**Question**

A calculation for a metal spreads the electron occupations over a width $\sigma$ around the Fermi level, which makes the sum over a finite k mesh behave better. The price is an artificial entropy term $TS$, which has nothing to do with real temperature. The program minimises the free energy $F=E-TS$ and then reports an "energy at zero smearing", $E_0=F+TS/2$, meant to remove the effect of the width. The table tests this for a TiO cell: "energy less reference" refers to $E_0$, "free energy less reference" to $F$. The reference run has its own $TS$ of 0.12 meV/atom.

TiO (P-6m2, 2 atoms in the cell, a = 3.031 Å, c = 3.238 Å) at fixed atoms, computed with Ansatz 0.2.0: plane-wave PAW, scalar-relativistic PBEsol, no spin polarisation, cutoff 420 eV, Gaussian smearing, k mesh 9×9×7. The reference uses an 18×18×14 mesh and Gaussian smearing of 0.1 eV. "Energy" is the value at zero smearing; pressure is positive in compression.

```tsv
occupation width (eV)	energy less reference (meV/atom)	free energy less reference (meV/atom)	pressure less reference (GPa)
0.01	0.137	0.197	0.01
0.05	0.152	0.189	0.01
0.1	0.203	0.062	0.013
0.2	0.307	-0.569	0.029
0.4	4.85	-6.02	0.285
```

(a) Where does the correction fail, and is the k mesh to blame?
(b) How could a user notice the failure without a reference run?
(c) Why does it arise? Estimate its size between the last two rows.

**Model answer**

(a) The correction fails at 0.4 eV, where $E_0$ lies 4.85 meV/atom above the reference. The row at 0.1 eV shows what the mesh contributes, because it shares the reference's width and occupation rule and differs only in the mesh: 0.2 meV/atom. Up to 0.2 eV the width moves $E_0$ by no more than about that amount, counted from the 0.01 eV row. The large error in the last row therefore comes from the width.

(b) The warning sign is the growth of $TS$. Half of $TS$ is the gap between $E_0$ and $F$, so the two energy columns give it once the reference's own half, 0.06 meV/atom, is added back. At 0.4 eV this is $4.85+6.02+0.06=10.93$, hence $TS\approx 21.9$ meV/atom.

The correction takes for granted that $TS$ grows as $\sigma^2$, fourfold for each doubling of the width. From 0.2 to 0.4 eV it grows nearly twelvefold. The step from 0.05 to 0.1 eV is also too steep, about ninefold, but there $TS$ reaches only 0.4 meV/atom and the damage is negligible. A user should be alarmed when $TS$ is large compared with the accuracy wanted and its growth is far from fourfold. Two runs are enough to see this here, one at the width in use and one at half of it.

(c) Smearing disturbs the states within roughly $\sigma$ of the Fermi level. If the density of states is constant, doubling $\sigma$ doubles the number of disturbed states and also the contribution of each, which gives the factor of four. Sodium, with its nearly free electrons, is the simple case: its density of states hardly changes over a few tenths of an eV, so on a dense mesh the correction should work well. The comparison ends where the density of states varies within the width.

That is the situation here. As long as the bands and the Fermi level hardly move, $TS/\sigma^2$ measures the density of states averaged over the smeared window. From 0.2 to 0.4 eV this average rises by a factor of $11.7/4\approx 2.9$. The Fermi level sits where states are scarce, and the widest smearing reaches out to where they are plentiful.

The consequence for the energy follows from a general relation for smeared occupations:

$$\frac{dF}{d\sigma}=-\frac{TS}{\sigma},\qquad TS\propto\sigma^n\;\Rightarrow\;F=F_{\sigma=0}-\frac{TS}{n},\qquad E_0=F_{\sigma=0}+TS\left(\frac12-\frac1n\right).$$

For $n=2$ the bracket vanishes and the correction is exact. For $n>2$ the free energy has fallen by less than $TS/2$, so adding $TS/2$ overshoots. A Fermi level in a dip of the density of states thus pushes $E_0$ up, whereas one on a peak should pull it down.

Now the estimate. Between 0.2 and 0.4 eV, $TS$ rises from 1.9 to 21.9 meV/atom, which corresponds to $n\approx 3.55$. The free energy should then fall by $20.0/3.55\approx 5.6$ meV/atom, while the added half of $TS$ grows by 10.0. So $E_0$ should rise by about 4.4 meV/atom; the table gives $4.85-0.31\approx 4.5$.

**Remarks on the reasoning**

*What the agreement proves.* No constant was adjusted to the energies, but $TS$ was itself taken from the two energy columns, and the relation for $dF/d\sigma$ is built into the method. The estimate shows that the steep growth of $TS$ accounts for the overshoot, with no need for a change of electronic state. The dip in the density of states is inferred from that growth; no density of states was computed. The band edges support it: even on the denser reference mesh the bands that the electrons would just fill end about 0.02 eV below the next one, so at the sampled points the two sets do not overlap. The printed output after this text gives the other steps.

*Why the row at 0.2 eV looks so good.* From 0.1 to 0.2 eV, $TS$ grows by a factor of 4.7, close to the ideal four, yet the density of states is not flat. In the 0.01 eV run the coarse mesh shows a gap of 0.13 eV, most of which is due to the sparse sampling, with both edges at the same k point. One level below the gap and a pair of equal energy above it reproduce that run's minute entropy to within one per cent. Between 0.1 and 0.2 eV the contribution of such levels to $TS$ grows more slowly than $\sigma^2$, while that of remoter states grows faster; the two trends probably combine to mimic a factor near four. Good behaviour at one width is therefore no licence to double it.

*Why another fixed fraction is no cure.* If the density of states rose from zero as the square of the distance from the Fermi level, $n$ would be 4 and $F+TS/4$ would be the right formula. Relative to the 0.01 eV row, this cuts the error at 0.4 eV from +4.7 to −0.8 meV/atom. At 0.2 eV it makes matters worse, from +0.2 to −0.3. No single exponent describes all the widths.

*A trap in the free-energy column.* At 0.1 eV the free energy differs from the reference by only 0.06 meV/atom, less than $E_0$ does. This is a cancellation: the mesh raises the energy by 0.20, and the larger $TS$ on the coarse mesh lowers $F$ by 0.14. It is no sign of better convergence.

*What follows for practice.* The pressure at 0.4 eV is off by 0.285 GPa relative to the reference. Stress normally follows $F$, so correcting the energy afterwards doesn't repair it, and a cell relaxed at this width would inherit the error. On this mesh a width of 0.2 eV or less keeps the smearing error in the corrected energy $E_0$ below 0.2 meV/atom, about the size of the mesh error, so a still narrower width gains little. These limits belong to this strongly stretched cell, computed without spin polarisation; at another volume the dip may be deeper or shallower, and the growth of $TS$ has to be checked again.

Output of the analysis:

```
Shifts from the 0.01 eV row, meV/atom and GPa:
   row         TS  free energy F  F+TS/2     F+TS/4  pressure
  0.01  1.267e-20              0       0  3.167e-21         0
  0.05    0.04494         -0.008   0.015   0.003235         0
   0.1     0.4009         -0.135   0.066   -0.03477     0.003
   0.2      1.871         -0.766    0.17    -0.2983     0.019
   0.4      21.86         -6.217   4.713    -0.7523     0.275
Growth factor of TS from 0.05 to 0.1 eV: 8.922
Growth factor of TS from 0.1 to 0.2 eV: 4.666
Growth factor of TS from 0.2 to 0.4 eV: 11.68
Exponent of TS from 0.05 to 0.1 eV: 3.157
Exponent of TS from 0.1 to 0.2 eV: 2.222
Exponent of TS from 0.2 to 0.4 eV: 3.546
Fall of F from 0.1 to 0.2 eV by integration, meV/atom: 0.6615
Fall of F from 0.1 to 0.2 eV in the table, meV/atom: 0.631
Fall of F from 0.2 to 0.4 eV by integration, meV/atom: 5.636
Fall of F from 0.2 to 0.4 eV in the table, meV/atom: 5.451
Overshoot of F+TS/2 at 0.4 eV by integration, meV/atom: 4.517
Half the excess of TS over the reference at 0.1 eV, meV/atom: 0.141
Width shift at 0.4 eV over same-width mesh error, energy: 23.22
Entropy at 0.01 eV, model over output, single and single level: 0.7499
Entropy at 0.01 eV, model over output, single below and double above: 1.001
Entropy at 0.01 eV, model over output, double below and single above: 1.249
Rough share of the edge levels in TS:
   row  percent
  0.01    100.1
  0.05    61.02
   0.1    48.74
   0.2     28.7
   0.4     5.32
```
